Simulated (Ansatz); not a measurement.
A series in volume scale on Hg

All results are calculated (Ansatz 0.2.0). Plane-wave DFT, scalar-relativistic PAW made under PBE with cores redone for the functional, no dispersion; the given relaxed cell is scaled uniformly, energy at zero smearing counts from the unscaled cell, pressure at the given Fermi-Dirac smearing is positive in compression.

The cell before it is scaled or strained (space group Pm-3m, No. 221):
```
CELL_PARAMETERS angstrom
2.89430 0.00000 0.00000
0.00000 2.89430 0.00000
0.00000 0.00000 2.89430
ATOMIC_POSITIONS crystal
Hg 0.00000 0.00000 0.00000
```

Settings of every row: spin polarised no; functional LDA; wave cutoff 420 eV; smearing width 0.1 eV; k mesh 18x18x18.

Atom starting moment: 0 on all atoms.

Limits: no spin-orbit coupling, which can matter with elements this heavy; the cell comes from a prototype or a list of computed structures and needn't be the stable phase.

```csv
row,volume scale,V (Å³/atom),pressure (GPa),energy change per atom (meV)
1,0.88,21.336,10.32,79.52
2,0.92,22.306,?,?
3,0.96,23.276,2.44,6.81
4,1.04,25.215,-1.87,6.18
5,1.08,26.185,-3.17,21.74
6,1.12,27.155,-4.07,43.9
```

Question: what pressure should row 2 give?

Worked fit of pressure. Take u = (V_r/V)^(2/3) − 1 with V_r = 25.215 Å³ an atom, which is twice the finite (Eulerian) strain; such expansions in the strain, on which the Birch-Murnaghan equation of state is built, carry the rest volume and the bulk modulus. The shown rows have u = 0.1178, 0.05479, 0, -0.02485, -0.04821. Least squares give pressure = −1.923 + 61.006 × u + 362.83 × u² GPa; a straight line predicts inner rows, each left out in turn, worse (root mean square 1.2 against 0.12 GPa). The rows lie off it by 0.02, -0.07, 0.05, 0.04, -0.05 (root mean square 0.049 GPa). The withheld row has u = 0.08515, so the fit gives −1.923 + 61.006 × (0.08515) + 362.83 × (0.08515)² = 5.90 GPa.

The calculation gave 5.81 GPa. The fit lies 0.09 GPa (1.5 % of the value, 0.63 % of the column's range) above it; its largest miss of a shown row is 0.07 GPa.

The other values of row 2: energy change per atom 31.29 meV.
